Notes: response of the F12 correction to the second-order 1b1 ionisation energy of H2O

Question: I change one thing at a time (basis, exponent, central atom, hole, core, ω). What are the sign and size of the response?

Setup, atomic units, spin orbitals, HF reference; j,k occupied, a,b virtual:

Σ_ii(ω) = ½ Σ_jab |⟨ij||ab⟩|²/(ω+ε_j−ε_a−ε_b) + ½ Σ_jka |⟨ia||jk⟩|²/(ω+ε_a−ε_j−ε_k), IP = −ε_i − Σ_ii.

At ω = ε_i the first (2p1h) term is Σ_j e_ij, with e_ij = Σ_{a<b} |⟨ij||ab⟩|²/(ε_i+ε_j−ε_a−ε_b) the MP2 pair energy. The 2h1p term has one virtual index, resolves no r12 cusp and converges like a one-electron quantity, as does ε_i; I leave both aside. So ΔIP_i = −Σ_j Δe_ij > 0. I take ideal F12: it restores the whole missing tail.

Model: water as a one-centre s²p⁶ valence shell, nodeless Slater functions r^(n−1)e^(−ζr), basis complete up to angular momentum L. Opposite-spin pair, large relative momentum k: matrix element φ_iφ_j·4π/k², denominator −k². Angular momentum above λ means tangential momentum k⊥ > λ/r, and ∫d³k/(2π)³ 16π²/k⁶ over that region is π r³/(2λ³). Hence

Δe_ij = −(π/2) λ⁻³ ∫ r³ φ_i² φ_j² d³r.

For hydrogenic 1s² this is −(15/256)λ⁻³, or −(45/256)(l+½)⁻⁴ per partial wave, Schwartz's law; ⟨Φ|r12⁻¹·½r12|Φ⟩ resolved into partial waves gives the same. The radial factor is I_ij = ∫ P_iP_j d(ln r), P = r³R², the overlap of two distributions normalised in ln r. For n = 2 and equal ζ, I = 315/512 = 0.615.

A pair is missed when max(l_a,l_b) > L. Split the angular product Y_iY_j into ranks Λ. With Δ = l_a − l_b, λ = L+1−|Δ|/2. Large-l 3j weights: Λ=0 has Δ=0; Λ=1 has |Δ|=1; Λ=2 has Δ=0 (¼) and |Δ|=2 (¾). Hole p_x (1b1), squared norms in units of 1/4π: partner s gives 1 (Λ=1); p_x gives 1 (Λ=0) and 4/5 (Λ=2); p_y and p_z give 3/5 each (Λ=2). Sum:

ΔIP = (I/8)[ (3/2)(L+1)⁻³ + (L+½)⁻³ + (3/2)L⁻³ ].

Reference L = 3: bracket 0.1023, ΔIP = 7.9 mEh = 0.21 eV.

Neglected order L⁻⁵. Same-spin pairs vanish at coalescence as r12·W, W = φ_j∇φ_i − φ_i∇φ_j, purely tangential for equal radial functions. The same integral gives −(7π/32)λ⁻⁵∫r⁵|W|²d³r per pair, in total (7I/128)[2(L+½)⁻⁵ + 12(L+1)⁻⁵] = 14 meV. The M_s = 0 triplet part of the opposite-spin pairs adds half of that: 21 meV together, 10 % of the reference. I have not computed the singlet L⁻⁵ terms, so two figures at most; ratios are safer than absolute values.

1. L = 3 → 4. Expect a drop between (3/4)³ = 0.42 and (4/5)³ = 0.51, nearer the first because L⁻³ is the largest term. Bracket 0.0464, ratio 0.45, ΔIP = 0.10 eV.

2. Exponents. I_ij depends only on shapes and offsets in ln r, so rescaling the whole shell changes nothing: O → N (NH3) matters only through shape and hybridisation. Now loosen only 1b1, t = ζ(1b1)/ζ(rest) = 0.8. The self pair is unchanged; the others, 60 % of the bracket, lose overlap at second order, (5/4)(ln t)² = 6 %, whichever way t moves. Expect −4 %. Exactly, I → I·[4t/(1+t)²]⁵ = 0.94 I; ratio 0.96, shift −8 meV.

3. Central atom one row down (3p lone pair, as in HCl). My first guess was "more diffuse, smaller". Size drops out, though; the width of P in ln r goes as n^(−1/2), so I grows as √n, and √(3/2) = 1.22. Exactly I_n = (4n+1)!/[(2n)!² 2^(4n+2)], I₃ = 0.733, ratio 1.19, ΔIP = 0.26 eV. Radial nodes are ignored; they lie at small r, where P is small.

4. Hole 1b1 → 2a1 (s). The summed weight is again 4, so the L → ∞ limit is equal, but no |Δ| = 2 occurs: smaller at finite L. Bracket (L+1)⁻³ + 3(L+½)⁻³ = 0.0856, ratio 0.84, 0.18 eV. This is only the 2p1h tail; an inner-valence hole lies near 2h1p poles, where the on-shell IP itself is doubtful.

5. Unfreeze O 1s. One more negative pair, so positive, but 1s and 2p barely overlap in ln r. I = 105 ζ₁³ζ₂⁵/(ζ₁+ζ₂)⁸ = 0.030 with Slater-rule exponents 7.70 and 2.275 as typical inputs. Λ = 1 gives I(L+½)⁻³/8 = +2 meV, ratio 1.01, provided the basis has tight functions up to L.

6. Solve ω = ε_i + Σ_ii(ω) instead of ω = ε_i. Two effects. The tail denominator becomes k² − δ, δ = ω − ε_i; first order in δ gives the relative gain δ⟨r²⟩/(2λ²), with ⟨r²⟩ = 110/(4ζ)² = 1.33 bohr² under the weight r⁵R⁴ at ζ = 2.275. For an approximate δ = 0.1 Eh and λ = 3.5: +0.5 %, negligible. Linearising the equation gives δω = Z·δΣ, Z = 1/(1 − ∂Σ/∂ω) < 1. With a typical outer-valence Z = 0.9: 0.19 eV, shift −21 meV.

7. Attachment into virtual a. The slow term is now ½Σ_jbc |⟨aj||bc⟩|²/(ε_a+ε_j−ε_b−ε_c), a sum of a–j pair energies. Geminals on occupied pairs do not describe it; it needs geminals on φ_aφ_j. EA = −ε_a − Σ_aa rises, by an amount set by I_aj, small for diffuse a. A water molecule binds no valence electron, so I attach no number.

Change: ratio, model's ΔIP/eV
reference L = 3: 1, 0.21
L = 4: 0.45, 0.10
t = 0.8: 0.96, 0.21
n = 3: 1.19, 0.26
2a1: 0.84, 0.18
core: 1.01, 0.22
Z = 0.9: 0.90, 0.19

These are the model's numbers. Two simplifications pull opposite ways: HF valence orbitals are broader in ln r than single Slater functions, which lowers I, while a cc-pVXZ set with X = L is also radially incomplete, which enlarges what F12 must restore. Only L moves the correction by a factor of two; n, the hole type and Z move it by one or two tenths; uniform orbital size does not enter at leading order.